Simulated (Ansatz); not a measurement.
## BH3O3 (boric acid): methods side by side

BH3O3: 7 atoms, total charge 0, spin state singlet. SMILES: `OB(O)O`. Geometry: relaxed at PBE0-D4/def2-TZVP. This is a higher conformer, about 20 kJ/mol above the lowest found by a separate search. The run starts from this shape.

Each level gives the adiabatic ionisation energy (to the doublet cation, no zero-point term) (eV). The values are calculated.

```json
{"level": "HF/STO-3G", "kind": "Hartree–Fock", "program": "Ansatz", "value (eV)": "6.76", "CPU time (all runs)": "5.9 s"}
{"level": "HF/3-21G", "kind": "Hartree–Fock", "program": "Ansatz", "value (eV)": "9.38", "CPU time (all runs)": "14 s"}
{"level": "HF/6-31G* (Cartesian functions)", "kind": "Hartree–Fock", "program": "Ansatz", "value (eV)": "9.89", "CPU time (all runs)": "28 s"}
{"level": "PBE/def2-SVP", "kind": "GGA", "program": "Ansatz", "value (eV)": "10.61", "CPU time (all runs)": "2.1 min"}
{"level": "B3LYP/6-31G* (Cartesian functions)", "kind": "global hybrid", "program": "Ansatz", "value (eV)": "11.12", "CPU time (all runs)": "48 s"}
{"level": "MP2/6-31G* (Cartesian functions)", "kind": "perturbation theory", "program": "Ansatz", "value (eV)": "11.20", "CPU time (all runs)": "78 s"}
```

The values span 6.76 to 11.20 eV. Without the sets that lack polarisation functions the rows with a basis span only 9.89 to 11.20 eV. CPU times are rough (shared hosts, several kinds of processor): they show what a rung costs within a factor of a few.

The computed ionisation energy depends strongly on both basis flexibility and electron correlation. Within Hartree–Fock it climbs from 6.76 eV in the minimal basis to 9.38 eV with a split valence shell, and then more modestly to 9.89 eV. The electron is removed from a level expected to be mainly oxygen lone pair in character. A single fixed-size 2p function describes that electron density poorly, and added flexibility stabilises the neutral molecule more than the cation.

At the same 6-31G* basis, MP2 raises the value to 11.20 eV, probably because the neutral has more correlation energy to lose when an electron pair is broken. B3LYP lands close by at 11.12 eV, but this agreement does not establish convergence, since both values share the same modest basis. The lower PBE result cannot be assigned to the functional alone, as its basis differs too. Without vertical values, the share of the ionisation energy due to structural relaxation of the cation remains undetermined.
